## What the Z vector does

A Hartree–Fock (SCF) energy is stationary with respect to its orbitals, so forces and dipoles need no orbital response. An MP2 or coupled-cluster energy is built on those same SCF orbitals and is not stationary with respect to them. Let $x$ be a nuclear displacement or a field component. Let $U^x_{ai}$ be the rate at which occupied orbital $i$ mixes with virtual orbital $a$. Then

$$\frac{dE}{dx}=E^{(x)}+\sum_{ai}L_{ai}U^x_{ai}.$$

$E^{(x)}$ is the derivative with these rotations frozen. With an overlapping, atom-centred basis it also holds the terms that keep the orbitals orthonormal. $L_{ai}$ is the slope of $E$ along rotation $ai$, a property of the unperturbed molecule.

The rotations follow from keeping the Fock element $f_{ai}$ zero. These are the coupled-perturbed Hartree–Fock equations, the molecular counterpart of the self-consistent Sternheimer equations of DFPT:

$$\sum_{bj}A_{ai,bj}U^x_{bj}=B^x_{ai},\qquad B^x_{ai}=-\frac{\partial f_{ai}}{\partial x}.$$

For real closed-shell canonical orbitals, in chemists' notation,

$$A_{ai,bj}=(\varepsilon_a-\varepsilon_i)\delta_{ab}\delta_{ij}+4(ai|bj)-(ab|ij)-(aj|ib).$$

Neither $A$ nor $L$ depends on which perturbation is applied. If $A$ is invertible,

$$L^TU^x=L^TA^{-1}B^x=\left[(A^T)^{-1}L\right]^TB^x=Z^TB^x,\qquad A^TZ=L .$$

This is the interchange that Handy and Schaefer published in 1984. Engineers know it as the adjoint method of sensitivity analysis: $Z$ is the Lagrange multiplier in $E-Z^Tf$. The $A$ above is symmetric, but the proof does not need that. One solve replaces $3N-6$ internal displacements ($3N-5$ for a linear molecule), or $3N+3$ when all Cartesian displacements and three field directions are wanted. For a 200-atom cluster that is 603 solves against one. The saving holds for first derivatives. Second derivatives need the $U^x$.

A full minimal basis for LiH has six functions, two occupied and four virtual orbitals, and eight rotations. $L$ is totally symmetric, so $Z$ lives in the four $\sigma\to\sigma$ rotations. Below the problem is cut down until one rotation is left and every step can be done on paper.

## A two-function valence model of LiH

The Li 1s core is absorbed into a core charge $+1$. Two electrons occupy two orthonormal functions, $\chi_{\rm H}$ at the origin and $\chi_{\rm Li}$ at $z=R$. Differential overlap is neglected, so only on-site repulsions $U_{\rm H}$, $U_{\rm Li}$ and the intersite repulsion $\gamma$ survive. The one-electron matrix has diagonal $\alpha-\gamma$ and off-diagonal $-t$. The cores repel by $\gamma+V(R)$. All inputs are approximate model values, and primes mean $d/dR$:

- $R=1.6$ Å, a typical bond length.
- $\alpha_{\rm H}=-13.6$ eV and $\alpha_{\rm Li}=-5.4$ eV, from ionisation energies.
- $U_{\rm H}=12.8$ eV and $U_{\rm Li}=4.8$ eV, from ionisation energy minus approximate affinities of 0.8 and 0.6 eV.
- $\gamma=6.3$ eV and $\gamma'=-1.9$ eV/Å. These are rounded from the Ohno form $k/\sqrt{R^2+a^2}$ with $k=14.4$ eV Å and $a=2k/(U_{\rm H}+U_{\rm Li})$, which gives 6.29 and $-1.92$.
- $t=1.8$ eV, chosen to make the SCF solution a round number, with Harrison's $R^{-2}$ scaling, so $t'=-2.25$ eV/Å.
- $V'$ is fixed so that the SCF force vanishes at this $R$. $V$ does not enter the correlation energy.

The occupied and virtual orbitals are $g=\cos\theta\,\chi_{\rm H}+\sin\theta\,\chi_{\rm Li}$ and $u=\partial g/\partial\theta$. Set $q=\cos2\theta$ and $y=\sin2\theta$. The net charge on Li is $+qe$. Define

$$\Delta=\alpha_{\rm Li}-\alpha_{\rm H}-\tfrac12(U_{\rm H}-U_{\rm Li})=4.2\ \text{eV},\qquad D=U_{\rm H}+U_{\rm Li}-2\gamma=5.0\ \text{eV},$$

with $D'=-2\gamma'=3.8$ eV/Å. $\Delta$ is the electronegativity difference and $D$ the charging energy. Collecting terms gives

$$E_{\rm SCF}=\alpha_{\rm H}+\alpha_{\rm Li}+V+\tfrac14D(1+q^2)-\Delta q-2ty,$$
$$f=f_{ug}=\tfrac14\frac{\partial E_{\rm SCF}}{\partial\theta}=\tfrac12\Delta y-tq-\tfrac14Dqy,$$
$$K=(gu|gu)=\tfrac14Dy^2,\qquad G=\varepsilon_u-\varepsilon_g=\gamma+\Delta q-\tfrac12Dq^2+2ty.$$

The MP2 amplitude and energy are $T=-K/2G$ and $E_2=TK$. Any change obeys

$$\delta E_2=2T\,\delta K+2T^2\,\delta G .$$

A field $\mathcal F$ along $+z$ sends $\Delta\to\Delta+e\mathcal FR$. The dipole $\mu=-dE/d\mathcal F$ points from negative to positive charge, so from H to Li. The force on Li is $-dE/dR$, positive when it stretches the bond. With $U^x=d\theta/dx$, the right-hand sides are

$$B^{\mathcal F}=-\tfrac12eRy,\qquad B^R=t'q+\tfrac14D'qy .$$

## Estimate by hand

**Charge.** The condition $f=0$ is a two-level problem with offset $\Delta-Dq/2$ and coupling $2t=3.6$ eV. With no charging, $q=0.76$. Feeding that back lowers the offset to 2.3 eV, the splitting to 4.3 eV and $q$ to 0.54. The answer lies between. Take $q\approx0.6$, $y\approx0.8$, $y^2\approx2/3$, $qy\approx1/2$.

**Correlation.** $K\approx0.8$ eV. The HF gap is the splitting plus $\gamma$, because an electron in $u$ feels both electrons of $g$: $G\approx4+6=10$ eV. So $T\approx-0.04$ and $E_2\approx-0.03$ eV.

**Z.** Correlation gains more when the bond is more covalent, since $K$ grows with $y^2$. This is a torque on $\theta$. With $\partial K/\partial\theta=Dqy\approx2.5$ eV, and the $T^2$ term dropped, $L\approx-0.2$ eV. The usual guess for orbital stiffness is the gap, $A\approx G$. Then $Z\approx-0.02$.

**Dipole.** The SCF dipole is $eRq\approx1$ eÅ. A weight $T^2$ of the doubly excited state has the opposite charge, which changes $\mu$ by $-2T^2eRq\approx-0.003$ eÅ. With $B^{\mathcal F}\approx-0.6$ eÅ the relaxation adds $-ZB^{\mathcal F}\approx-0.012$ eÅ. The estimate is $\Delta\mu\approx-0.015$ eÅ, or $-0.07$ D.

**Force.** Stretching raises $K$ at $D'y^2/4\approx0.7$ eV/Å, with $D'\approx4$. It closes the gap at $\gamma'+2t'y\approx-2-4=-6$ eV/Å. The frozen-orbital force is $0.056+0.019=0.075$ eV/Å. With $B^R\approx-0.9$ eV/Å the same $Z$ adds $-ZB^R\approx-0.018$ eV/Å. The estimate is 0.057 eV/Å outward.

## Careful calculation

The figures below are arithmetic within the model. They are printed to let the steps be followed, not as predictions for the molecule.

**SCF.** At $q=0.6$, $y=0.8$ one finds $f=1.68-1.08-0.60=0$, so $\theta=0.4636$ rad. The energy lies 3.70 eV below $\alpha_{\rm H}+\alpha_{\rm Li}+V$. The dipole is 0.96 eÅ, or 4.611 D. Zero SCF force requires $V'=2t'y-D'(1+q^2)/4=-4.892$ eV/Å.

**MP2.** $K=0.80$ eV and $G=6.3+2.52-0.90+2.88=10.8$ eV. Hence $T=-0.03704$ and $E_2=-0.0296$ eV.

**Stiffness.** Differentiate $f$:

$$A=\frac{\partial f}{\partial\theta}=\Delta q+2ty-\tfrac12D(q^2-y^2)=2.52+2.88+0.70=6.1\ \text{eV}.$$

The integral formula agrees. The Coulomb integral is $J=(uu|gg)=K+\gamma=7.1$ eV, and $A=G+4K-J-K$.

**Torque.** $\partial K/\partial\theta=Dqy=2.4$ eV. Also $\partial G/\partial\theta=2(-\Delta y+Dqy+2tq)$, which reduces to $Dqy=2.4$ eV at $f=0$. Then

$$L=-0.1778+0.0066=-0.1712\ \text{eV},\qquad Z=L/A=-0.02806 .$$

**Dipole.** $\partial K/\partial\mathcal F=0$ and $\partial G/\partial\mathcal F=eRq=0.96$ eÅ. $B^{\mathcal F}=-0.64$ eÅ.

**Force.** $\partial K/\partial R=D'y^2/4=0.608$ eV/Å. $\partial G/\partial R=\gamma'-D'q^2/2+2t'y=-6.184$ eV/Å. The two frozen-orbital force terms $-2T\,\partial K/\partial R$ and $-2T^2\,\partial G/\partial R$ are 0.0450 and 0.0170 eV/Å. $B^R=-1.350+0.456=-0.894$ eV/Å.

| MP2 correlation part | frozen orbitals | $-ZB^x$ | total | hand estimate |
|---|---|---|---|---|
| $\Delta\mu$ (eÅ) | $-0.0026$ | $-0.0180$ | $-0.0206$ | $-0.015$ |
| $\Delta\mu$ (D) | $-0.013$ | $-0.086$ | $-0.099$ | $-0.07$ |
| force (eV/Å) | $+0.0620$ | $-0.0251$ | $+0.0369$ | $+0.057$ |

The relaxed MP2 dipole of the model is 4.512 D. The long route needs one solve per perturbation: $U^{\mathcal F}=-0.1049$ rad per V/Å and $U^R=-0.1466$ rad/Å. Multiplying each by $-L$ returns the third column. With one rotation the saving is a single division, but the bookkeeping is the same at any size.

$Z$ has a direct meaning. Near its minimum $E_{\rm SCF}$ rises as $2A\,\delta\theta^2$. Adding the slope $L\,\delta\theta$ shifts the minimum by $\delta\theta=-L/4A=-Z/4=0.0070$ rad. That changes $q$ by $-2y\,\delta\theta=-0.0112$, and $eR$ times this is the relaxation dipole. $Z$ is the occupied–virtual block of the relaxed density, up to convention. It supplies 87% of the dipole change and cancels 40% of the frozen-orbital force. Dropping it leaves a force that differs by 0.025 eV/Å from the true slope of the MP2 energy, more than a typical relaxation threshold of 0.01 eV/Å.

## Why the two differ

The careful $Z$ is 1.40 times the estimate. The ratio splits into four factors:

| source | estimate | careful | factor on $Z$ |
|---|---|---|---|
| stiffness $A$ (eV) | 10 | 6.1 | 1.639 |
| amplitude $\lvert T\rvert$ | 0.04 | 0.03704 | 0.926 |
| $\partial K/\partial\theta$ (eV) | 2.5 | 2.4 | 0.960 |
| dropped $T^2$ term in $L$ | | | 0.963 |

The last three multiply to 0.856. They come from rounding and from one small omitted term. The first is physics. The gap $G$ is a transport-type gap, the cost of removing an electron and adding one independently. An orbital rotation is a neutral excitation. The kernel in $A$ has a Hartree part $4K=+3.2$ eV, which is the screening familiar from DFPT and stiffens the response. It also has an exchange part $-(J+K)=-7.9$ eV, the electron–hole attraction, which softens it. The $\gamma$ inside $G$ cancels against the $\gamma$ inside $J$:

$$A=(G-\gamma)+2K=4.5+1.6=6.1\ \text{eV}.$$

Here 4.5 eV is the self-consistent two-level splitting. Even with the unrounded gap, the uncoupled guess makes $Z$ too small by $G/A=1.77$. Rounding $G$ down to 10 eV hid part of this. The kernel is $-4.7$ eV, or 44% of the gap, so it is no small correction. This is why the Z-vector equation must be solved with the full $A$.

**Dipole.** Both contributions have the same sign. The relaxation term grows by 1.40 from $Z$ and by 1.07 from rounding $B^{\mathcal F}$, together 1.50, which adds 0.0060 eÅ in magnitude. The frozen term shrinks by 0.0004 eÅ. The net 0.0056 eÅ is the whole gap, and the estimate falls 27% short.

**Force.** The two contributions oppose each other. The estimate put the frozen part 0.013 eV/Å too high, of which 0.011 comes from the $K$ term, where $\lvert T\rvert$ and $\partial K/\partial R$ were both rounded upward. It put the size of the relaxation part 0.007 eV/Å too low. In a difference these add to 0.020 eV/Å. Deviations of 21% and 28% in the parts become 54% in the total.

**What both leave out.** $Z$ gives the exact derivative of the MP2 energy and cannot repair that energy. Full CI in this model is a $3\times3$ problem. The states Li$^+$H$^-$, covalent singlet and Li$^-$H$^+$ have energies $D/2-\Delta=-1.7$, $0$ and $D/2+\Delta=6.7$ eV on the same zero, and each ionic state couples to the covalent one by $-\sqrt2\,t$. The lowest root gives a correlation energy of $-0.062$ eV, $\Delta\mu=-0.25$ D and a force of 0.087 eV/Å. The MP2 errors against full CI are therefore 0.15 D and 0.050 eV/Å, larger than the MP2 corrections themselves. One cause is visible in the denominator. MP2 uses $2G=21.6$ eV, while the doubly excited determinant lies only $2\Delta q+4ty=10.8$ eV above the SCF one. The model also omits Li 2s–2p hybrid dipoles, overlap derivatives and all correlation within the H site, so its numbers describe the mechanism and not the magnitudes in the real molecule.